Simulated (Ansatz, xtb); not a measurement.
## Isomers of C5H6GeN2 in order of energy

12 gas-phase structures of C5H6GeN2, from a drawn sample of its isomers (lower ones may exist). Each was relaxed with GFN2-xTB:

A. `C#Cc1[nH]nc[c]1[GeH3]`, a singlet
B. `C#Cn1c[c]([GeH3])cn1`, a singlet
C. `C#Cc1c[nH]n[c]1[GeH3]`, a singlet
D. `C#Cc1ccn[n]1[GeH3]`, a singlet
E. `C#Cc1cc[n]([GeH3])n1`, a singlet
F. `C#Cc1c[c]([GeH3])[nH]n1`, a singlet
G. `C#Cc1cn[nH][c]1[GeH3]`, a singlet
H. `C#Cc1n[nH]c[c]1[GeH3]`, a singlet
I. `C#Cn1cc[c]([GeH3])n1`, a singlet
J. `C#Cc1c[c]([GeH3])n[nH]1`, a singlet
K. `C#Cc1cn[n]([GeH3])c1`, a singlet
L. `C#Cn1ncc[c]1[GeH3]`, a singlet

Question: Estimate their order in r2SCAN-D4/def2-SVP energy at these geometries, lowest first.

Answer: Calculated order at r2SCAN-D4/def2-SVP: D (0.0), K (3.0), E (8.8), A (10.0), G (10.5), H (16.1), C (16.2), J (18.4), F (19.7), L (76.4), B (79.2), I (84.5) kJ/mol. Less than 1 kcal/mol parts D and K; E and A; A and G; H and C; C and J; J and F; L and B, so the order within those pairs means little.

Energies above the lowest of each column, in kJ/mol; the last columns are at B3LYP/def2-SVP geometries and were run for some of them only (a dash: not run or not comparable):

```
structure  GFN2-xTB  HF/STO-3G  r2SCAN-D4/def2-SVP  B3LYP/def2-SVP  CCSD(T)/def2-SVP + ΔMP2/def2-TZVPP
        D       0.0        0.0                 0.0             2.2                                 0.0
        K       4.5        1.2                 3.0             0.0                                 0.4
        E       7.4        7.1                 8.8             5.5                                 4.1
        A      59.5       54.2                10.0            17.6                                18.9
        G      60.2       48.1                10.5            17.0                                18.5
        H      66.3       57.6                16.1            22.5                                20.9
        C      59.3       53.4                16.2               –                                   –
        J      57.3       57.4                18.4               –                                   –
        F      65.9       55.6                19.7               –                                   –
        L      54.8       96.0                76.4               –                                   –
        B      60.3       98.1                79.2               –                                   –
        I      56.0       99.5                84.5               –                                   –
```

CCSD(T)/def2-SVP + ΔMP2/def2-TZVPP has D and E and K within 1 kcal/mol of each other at the bottom, and every level picks one of them. CCSD(T)/def2-SVP + ΔMP2/def2-TZVPP orders those it was run on as D (0.0), K (0.4), E (4.1), G (18.5), A (18.9), H (20.9) kJ/mol. Less than 1 kcal/mol parts D and K; K and E; G and A; A and H, so the order within those pairs means little. Frequencies (GFN2-xTB) were run for A, D, E, G, H, K alone. ΔMP2 is the change of the MP2 energy from the smaller to the larger basis.

Over these structures GFN2-xTB departs from r2SCAN-D4/def2-SVP by 28.9 kJ/mol on average once a common shift is removed. A GFN2-xTB relaxation took about 0.13 s and the r2SCAN-D4/def2-SVP energy about 4.4 s on a shared host (Ansatz 0.2.0, xtb 6.7.1).

The isomers fall into three groups set by what the ring nitrogen carries: germyl lies lowest, hydrogen next, and ethynyl far above at 76.4 to 84.5 kJ/mol in r2SCAN-D4. Moving germyl from carbon to nitrogen trades a Ge–C and an N–H bond for a Ge–N and a C–H bond. The polar Ge–N bond, helped by germanium's low electronegativity, probably tips this nearly balanced exchange. Moving ethynyl to nitrogen instead gives up a strong, conjugated C–C bond and an N–H bond for N–C and C–H, which costs much more. Where ethynyl sits on the ring carbons matters far less.

GFN2-xTB misses this pattern, placing the N-ethynyl isomers among the N–H pyrazoles. HF/STO-3G does separate them, but like GFN2-xTB it greatly overstates the preference for N-germylation, perhaps because a minimal basis describes the polar Ge–N bond unevenly against Ge–C. The low energy of the N-germyl isomers doesn't imply that they would survive moisture, since Ge–N bonds hydrolyse readily.
